**Student:** The Maxwellian calculation hides everything in the plasma dispersion function. Is there a case I can solve by hand?

**Lecturer:** Take fixed ions, perturbations $e^{i(qx-\omega t)}$, and a normalised distribution $f(v)$ of the velocity along $q$. Linearised Vlasov–Poisson gives, for $\mathrm{Im}\,\omega>0$ and continued downward,

$$\epsilon=1-\omega_p^2\int\frac{f(v)\,dv}{(\omega-qv)^2}=0,\qquad \omega_p^2=\frac{ne^2}{\epsilon_0m}.$$

With $n=10^{16}$ m$^{-3}$ and $k_BT=2$ eV: $\omega_p=5.64\times10^9$ s$^{-1}$, $v_t=\sqrt{k_BT/m}=5.93\times10^5$ m/s, and $\lambda_D=v_t/\omega_p=\sqrt{\epsilon_0k_BT/ne^2}=105$ µm. The Fermi energy, $1.7\times10^{-8}$ eV, is negligible, as is $m/m_p=5.4\times10^{-4}$.

**Student:** A flat $f$ on $|v|<\sqrt3\,v_t$ integrates to $\omega^2=\omega_p^2+3v_t^2q^2$. That is Bohm–Gross (1949), exactly. Done.

**Lecturer:** But undamped, since no electron reaches $\omega/q$. Use one double pole per half-plane instead:

$$f=\frac{2v_t^3/\pi}{(v^2+v_t^2)^2},\qquad\langle v^2\rangle=v_t^2 .$$

Close the contour below. With $k=q\lambda_D$ and frequencies in units of $\omega_p$, the residue at $v=-iv_t$ gives

$$(\omega+ik)^3=\omega+3ik .$$

Put $\omega+ik=i\sigma$: then $\sigma^3+\sigma+2k=0$. Its real root is $\sigma=-r$ with $r^3+r=2k$,

$$r=\tfrac{2}{\sqrt3}\sinh\!\left[\tfrac13\operatorname{arsinh}(3\sqrt3\,k)\right].$$

The other two have sum $r$ and product $1+r^2$, so $\omega=\pm\omega_r-i\gamma$ with

$$\omega_r^2=1+\tfrac34r^2=1+3k^2-24k^4+\dots,\qquad\gamma=k-\tfrac r2=\tfrac12r^3=4k^3-48k^5+\dots$$

**Student:** The 3 is there. But $4k^3$ is nothing like Landau's exponential.

**Lecturer:** It obeys the same rule. Integrate by parts and use $1/(v-u-i0)=P/(v-u)+i\pi\delta(v-u)$ at $u=\omega_r/q$. In SI units, $\mathrm{Im}\,\epsilon=-\pi\omega_p^2f'(u)/q^2$ and $\partial_\omega\mathrm{Re}\,\epsilon\approx2/\omega_p$, hence the amplitude rate

$$\gamma\approx-\frac{\pi\omega_p^3}{2q^2}f'(u).$$

Our tail has $f'\to-8v_t^3/\pi u^5$, which gives $4k^3\omega_p$, the exact leading term. For the Maxwellian, $f'=-u\,e^{-u^2/2v_t^2}/(\sqrt{2\pi}\,v_t^3)$. Set $u=\omega_p/q$ in the prefactor and $u^2/v_t^2=1/k^2+3$ in the exponent:

$$\gamma=\sqrt{\frac{\pi}{8}}\,\frac{\omega_p}{k^3}\exp\!\left[-\frac1{2k^2}-\frac32\right].$$

This is Landau damping (1946). The 3 needs only $\langle v^2\rangle$, while $\gamma$ needs the slope at resonance.

**Student:** How small is small $k$?

**Lecturer:** Compare with the numerical Maxwellian root of $k^2+1+\zeta Z(\zeta)=0$, where $\zeta=\omega/(\sqrt2\,k\omega_p)$ and $Z=i\sqrt\pi e^{-\zeta^2}\mathrm{erfc}(-i\zeta)$. All entries are in units of $\omega_p$.

| $k$ | $\sqrt{1+3k^2}$ | $\omega_r$ pole | $\omega_r$ Maxwell | $4k^3$ | $\gamma$ pole | $\gamma$ exponential formula | $\gamma$ Maxwell |
|---|---|---|---|---|---|---|---|
| 0.2 | 1.058 | 1.046 | 1.064 | 0.032 | 0.0224 | $6.5\times10^{-5}$ | $5.5\times10^{-5}$ |
| 0.3 | 1.127 | 1.085 | 1.160 | 0.108 | 0.0572 | 0.0200 | 0.0126 |

The exponential formula overshoots by factors 1.2 and 1.6. Part of the reason is that the Maxwellian moments $\langle v^2\rangle=v_t^2$, $\langle v^4\rangle=3v_t^4$ give $\omega^2=1+3k^2/\omega^2+15k^4/\omega^4+\dots=1+3k^2+6k^4+\dots$, and the last term multiplies $\gamma$ by $e^{-3k^2}$, which is 0.76 at $k=0.3$.

**Student:** Your pole model misses its own asymptote badly too.

**Lecturer:** Its fourth moment diverges, so it converges slowly. At $k=0.1$ it has $\omega_r=1.0138$ against 1.0149, and $\gamma=0.0036$ against 0.0040. It demonstrates both rules, but its heavy tail is no stand-in for a Maxwellian one.

**Student:** So in the discharge at $k=0.3$, wavelength 2.2 mm, the wave decays at $7.1\times10^7$ s$^{-1}$?

**Lecturer:** That is the collisionless Maxwellian model's rate. Electron–H$_2$ momentum-transfer collisions add about $\nu/2$, as the cold Drude relation $\omega(\omega+i\nu)=\omega_p^2$ shows. A typical $\nu/p\approx3.6\times10^7$ s$^{-1}$Pa$^{-1}$ for room-temperature gas makes the two equal near 4 Pa. At 100 Pa, an ordinary glow pressure, $\nu/2=1.8\times10^9$ s$^{-1}$, so the model undershoots the damping about 25-fold. The resonant electrons also carry $mu^2/2=15$ eV along $q$, above the electronic excitation thresholds of H$_2$ (roughly 10 eV). There inelastic losses typically deplete the tail and lower the Landau part below the Maxwellian value.